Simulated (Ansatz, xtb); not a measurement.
# Two isomers of C7H9B

We compare X, `CC1=CC=CC=CB1`, a singlet, with Y, `CC#CB1CC=CC1`, a singlet. Both are isolated molecules in the gas phase, relaxed with B3LYP-D3(BJ)/def2-SVP.

X (Å):

| atom | x (Å) | y (Å) | z (Å) |
| --- | --- | --- | --- |
| C | -0.0881 | 0.3234 | -1.9159 |
| C | -0.4053 | -0.0530 | -0.4868 |
| C | -1.3454 | 0.7143 | 0.1777 |
| C | -1.8487 | 0.6155 | 1.5031 |
| C | -1.5525 | -0.2691 | 2.5187 |
| C | -0.6399 | -1.3575 | 2.5298 |
| C | 0.1824 | -1.8017 | 1.5159 |
| B | 0.3468 | -1.2580 | 0.1037 |
| H | -0.6625 | 1.1932 | -2.2721 |
| H | 0.9863 | 0.5478 | -2.0281 |
| H | -0.2865 | -0.5245 | -2.5932 |
| H | -1.7908 | 1.5415 | -0.3918 |
| H | -2.5991 | 1.3726 | 1.7546 |
| H | -2.0997 | -0.1111 | 3.4538 |
| H | -0.6043 | -1.8993 | 3.4836 |
| H | 0.7939 | -2.6713 | 1.7898 |
| H | 1.1387 | -1.8197 | -0.6246 |

Y (Å):

```xyz
17

C     1.4502   -2.9405   -1.3817
C     0.6614   -1.9465   -0.6707
C     0.0017   -1.1087   -0.0731
C    -0.9133    0.1002    2.2408
C    -1.8559    1.2752    2.3865
C    -2.2841    1.7719    1.2152
C    -1.7290    1.0478    0.0079
B    -0.8139   -0.0712    0.6653
H     0.9929   -3.2052   -2.3493
H     2.4603   -2.5485   -1.5888
H     1.5680   -3.8637   -0.7906
H     0.0796    0.2774    2.7000
H    -1.2824   -0.8205    2.7349
H    -2.1560    1.6765    3.3598
H    -2.9700    2.6212    1.1327
H    -2.5151    0.6115   -0.6399
H    -1.1515    1.7075   -0.6699
```

Problem. Estimate E(Y) − E(X) at the level CCSD(T)/def2-SVP + ΔMP2/def2-TZVPP.

Solution. Calculated at CCSD(T)/def2-SVP + ΔMP2/def2-TZVPP: E(Y) − E(X) = +16.2 kcal/mol, so structure X lies lower.

How the difference moves with the method:

| level | geometry | E(Y) − E(X) (kcal/mol) | departure from the last row (kcal/mol) | job, with rough time for the two |
| --- | --- | --- | --- | --- |
| GFN2-xTB | GFN2-xTB | +19.4 | +3.1 | optimisation, 0.3 s |
| HF/STO-3G | GFN2-xTB | +1.1 | −15.1 | single point, 0.46 s |
| r2SCAN-D4/def2-SVP | GFN2-xTB | +22.4 | +6.2 | single point, 5 s |
| B3LYP-D3(BJ)/def2-SVP | B3LYP-D3(BJ)/def2-SVP | +23.6 | +7.3 | optimisation, 57 s |
| HF/def2-SVP | B3LYP-D3(BJ)/def2-SVP | +12.4 | −3.9 | part of the CCSD(T) run |
| MP2/def2-SVP | B3LYP-D3(BJ)/def2-SVP | +18.5 | +2.3 | part of the CCSD(T) run |
| CCSD(T)/def2-SVP | B3LYP-D3(BJ)/def2-SVP | +17.7 | +1.4 | single point |
| CCSD(T)/def2-SVP + ΔMP2/def2-TZVPP | B3LYP-D3(BJ)/def2-SVP | +16.2 |  | single point, 2.4 min |

As drawn, Y has 1 C≡C, 1 C–B, 1 C–H in place of 2 C=C, 1 B–H. Structure X has a 7-membered ring, Y a 5-membered ring.

None of the levels shown reverses the order. The largest departure from CCSD(T)/def2-SVP + ΔMP2/def2-TZVPP is that of HF/STO-3G, 15.1 kcal/mol. The last row adds to CCSD(T) the change of the MP2 difference between the two basis sets, here −1.4 kcal/mol.

With thermal terms from frequencies at re-optimised GFN2-xTB minima (ideal gas, soft modes damped towards free rotors, one conformer each, 298.15 K, 1 atm): on the last row, ΔE + ΔZPE = +15.1, ΔH = +15.9, ΔG = +13.7 kcal/mol.

The correlated steps freeze 8 core orbitals. Programs: Ansatz 0.2.0, xtb 6.7.1; the last row on 4 threads of Arm Neoverse V1 on a shared host.

X is favoured by a clear margin, and the preference survives the thermal terms. It is a borepin: the empty p orbital on boron completes a cyclic array with three C=C bonds, giving a neutral six-π-electron analogue of tropylium. Its coordinates fit this, with a nearly planar ring and only modest alternation of the C–C lengths. In Y the saturated CH2 groups interrupt ring conjugation, leaving boron with π donation from the alkynyl group and hyperconjugation. Y also carries the energetic cost of an alkyne in place of more stable alkene π bonding.

Correlation strengthens the preference for X, from +12.4 at HF/def2-SVP to +17.7 kcal/mol at CCSD(T)/def2-SVP, while both density functionals overshoot, perhaps by overfavouring the delocalised π system. The drop from ΔH to ΔG means that entropy favours Y, probably through the soft motions of its propynyl arm and smaller ring. Because the isomers differ in bond types and ring strain as well as conjugation, the gap is not a measure of borepin's aromatic stabilisation.
